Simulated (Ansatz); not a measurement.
**Phonon-limited resistivity of Ta2H, calculated with Ansatz**

Space group P-4m2 (No. 115), 3 atoms in the cell of the first input below: a = 3.349 Å, b = 3.349 Å, c = 3.385 Å, α = 90.00°, β = 90.00°, γ = 90.00°.

The structure comes from the Materials Project database of computed cells (whether it is a measured phase wasn't checked), relaxed without spin–orbit coupling to zero pressure (pressure 0.0 GPa with this functional, without spin–orbit coupling). Functional: PBEsol.

Input:

```yaml
crystal:
  lattice:
    - [3.349164111, 0.0, 0.0]
    - [0.0, 3.349164111, 0.0]
    - [0.0, 0.0, 3.3847937764]
  atoms:
    - { symbol: H, position: [0.0, 0.0, 0.0] }
    - { symbol: Ta, position: [0.5, 0.0, 0.7405118303] }
    - { symbol: Ta, position: [0.0, 0.5, 0.2594881697] }
basis:
  ecutwfc: 420
  ecutrho_ratio: 4
kpoints:
  mp_grid: { grid: [10, 10, 10] }
hamiltonian:
  xc: pbesol
scf:
  occupations: { method: methfessel_paxton, width: 0.2 }
output: {}
phonons:
  supercell: [2, 2, 2]
  qpath:
    path:
      - [[0.0, 0.0, 0.0], [0.0, 0.5, 0.0], [0.5, 0.5, 0.0], [0.0, 0.0, 0.0], [0.0, 0.0, 0.5], [0.0, 0.5, 0.5], [0.5, 0.5, 0.5], [0.0, 0.0, 0.5]]
      - [[0.0, 0.5, 0.0], [0.0, 0.5, 0.5]]
      - [[0.5, 0.5, 0.0], [0.5, 0.5, 0.5]]
    npoints: 6
  electrical_resistivity: { mesh: [20, 20, 20], temperatures: [50, 100, 200, 300, 500] }
  superconductivity: { mesh: [20, 20, 20], eliashberg_equations: false }
```

```bash
ansatz run input.yaml --threads 8 --pin off --max-ram 15360MiB --backend cpu --events-out ev --progress --plain --runs-dir out
```

Time: 4.9 min on 8 threads of Arm Neoverse N1, with other jobs on the host, peak memory 3.5 GiB.

λ_tr,xx from the finest mesh down: 0.319, 0.324, 0.282. The next coarser mesh moves the resistivity at 300 K by 7 % along the axis that moves most.

The run gives λ_tr,xx = 0.319 and a Drude plasma energy ħω_p,xx = 6.49 eV.

Estimate the resistivity along x at 300 K from the high-temperature formula.

ħ/τ = 2π λ_tr k_B T = 0.0518 eV and ρ = 1/(ε0 ω_p² τ) = 9.14 μΩ cm. The Boltzmann solution gives 8.18 μΩ cm, so the estimate is 12 % high.

| T (K) | ρ_xx (μΩ cm) | ρ_zz (μΩ cm) | formula, xx | R_H, field along x (10⁻¹¹ m³/C) | R_H, field along z (10⁻¹¹ m³/C) |
| --- | --- | --- | --- | --- | --- |
| 50 | 0.37 | 0.39 | 1.52 | 25.5 | 26.2 |
| 100 | 1.96 | 2.05 | 3.05 | 24.4 | 25 |
| 200 | 5.18 | 5.42 | 6.10 | 23.7 | 24.4 |
| 300 | 8.18 | 8.56 | 9.14 | 23.4 | 24.3 |
| 500 | 14.15 | 14.79 | 15.24 | 22.9 | 24.2 |

R_H depends on the direction of the field. At 300 K the next coarser mesh moves R_H by up to 3 %.

At 50 K the solution is 0.24 times the linear formula, and at 500 K 0.93 times. The formula is meant for temperatures above the phonon energies and for bands that vary little within k_B T.

Caveats: a hydride may lose hydrogen on heating, and its hydrogen modes lie above these temperatures; no spin-orbit coupling, which matters for these elements; not converged in the fine mesh; small supercell, couplings not converged in it.

The resistivity falls well below the linear formula on cooling because the phonons that scatter electrons freeze out, and those that remain have small wavevectors and relax the current poorly. Towards 500 K the metal-dominated modes are nearly classical and the rise is almost linear. The remaining shortfall probably reflects hydrogen vibrations, which count in λ_tr but are barely populated, though band variation near the Fermi level could also contribute.

ρ_zz exceeds ρ_xx at every temperature, but the difference is smaller than the mesh sensitivity at 300 K, so only near-isotropy is supported. That fits the tantalum sublattice, which is close to body-centred cubic. The positive Hall coefficient indicates a predominantly hole-like response, but in a transition metal with several d-derived Fermi-surface sheets it doesn't give a carrier density. Its mild decrease on warming suggests that scattering is redistributed over the Fermi surface, not that the carrier number changes. Hydrogen vacancies or site disorder in a real sample would add resistivity absent from this ordered crystal.
